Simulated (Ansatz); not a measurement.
## A series in volume ratio on ScSi₃

Results calculated with Ansatz 0.2.0, not measured. Plane-wave density functional theory, PAW datasets, Gaussian smearing 0.05 eV: equation of state, the given cell scaled in volume with shape and atoms relaxed at each volume.

The cell before it is scaled or strained (space group Pm-3m, No. 221):
```
CELL_PARAMETERS angstrom
3.96560 0.00000 0.00000
0.00000 3.96560 0.00000
0.00000 0.00000 3.96560
ATOMIC_POSITIONS crystal
Sc 0.00000 0.00000 0.00000
Si 0.00000 0.50000 0.50000
Si 0.50000 0.50000 0.00000
Si 0.50000 0.00000 0.50000
```

Settings of every row: paw set soft_2; functional PBE; spin treatment none; moment partition spheres; spin axis none; wave cutoff 420 eV; k mesh 8x8x8; symmetry use detected.

Atom hubbard u: 0 on all atoms.

Limits: the cell comes from a prototype or a list of computed structures and needn't be the stable phase.

| row | volume ratio | V (Å³/atom) | energy above given cell (meV per atom) | pressure (GPa) |
| --- | --- | --- | --- | --- |
| 1 | 0.945 | 14.733 | 15.96 | 6.238 |
| 2 | 0.96 | 14.967 | 8.24 | 4.361 |
| 3 | 0.98 | 15.278 | 2.01 | 2.077 |
| 4 | 1 | 15.59 | 0 | 0.02 |
| 5 | 1.02 | 15.902 | 1.79 | -1.832 |
| 6 | 1.04 | 16.214 | ? | ? |
| 7 | 1.07 | 16.682 | 20.59 | -5.656 |
| 8 | 1.1 | 17.149 | 39.99 | -7.468 |

Question: what energy above given cell and pressure should row 6 give?

Worked fit of energy above given cell. Take u = (V_r/V)^(2/3) − 1 with V_r = 15.59 Å³ an atom, which is twice the finite (Eulerian) strain; such expansions in the strain, on which the Birch-Murnaghan equation of state is built, carry the rest volume and the bulk modulus. The shown rows have u = 0.03841, 0.02756, 0.01357, 0, -0.01312, -0.04413, -0.06156. Least squares give energy above given cell = 0 + 2.54 × u + 10695.1 × u² + 1622 × u³ meV per atom; a parabola predicts inner rows, each left out in turn, worse (root mean square 0.056 against 0.023 meV per atom). The rows lie off it by -0.01, 0.01, 0.00, 0.00, -0.01, 0.01, -0.01. Its lowest point lies at u = -0.0001, or V = 15.59 Å³ an atom, and the curvature there gives the bulk modulus with shape and atoms relaxed, B = (4/9)(1 + u)² E″(u)/V = 97.7 GPa. The withheld row has u = -0.02582, so the fit gives 0 + 2.54 × (-0.02582) + 10695.1 × (-0.02582)² + 1622 × (-0.02582)³ = 7.04 meV per atom.

The calculation gave 7.04 meV per atom. The fit meets it to the printed digit.

Worked fit of pressure. Take u = (V_r/V)^(2/3) − 1 with V_r = 15.59 Å³ an atom, which is twice the finite (Eulerian) strain; such expansions in the strain, on which the Birch-Murnaghan equation of state is built, carry the rest volume and the bulk modulus. The shown rows have u = 0.03841, 0.02756, 0.01357, 0, -0.01312, -0.04413, -0.06156. Least squares give pressure = 0.0191 + 146.412 × u + 402.94 × u² GPa; a straight line predicts inner rows, each left out in turn, worse (root mean square 0.37 against 0.0022 GPa). The rows lie off it by 0.001, 0.001, -0.003, 0.001, 0.000, 0.001, -0.001. The pressure vanishes at u = -0.0001, or V = 15.59 Å³ an atom, and there the bulk modulus with shape and atoms relaxed is B = −V dP/dV = (2/3)(1 + u) dP/du = 97.5 GPa. The withheld row has u = -0.02582, so the fit gives 0.0191 + 146.412 × (-0.02582) + 402.94 × (-0.02582)² = -3.493 GPa.

The calculation gave -3.492 GPa. The fit lies 0.001 GPa (0.0073 % of the column's range) below it, one unit of the last digit.
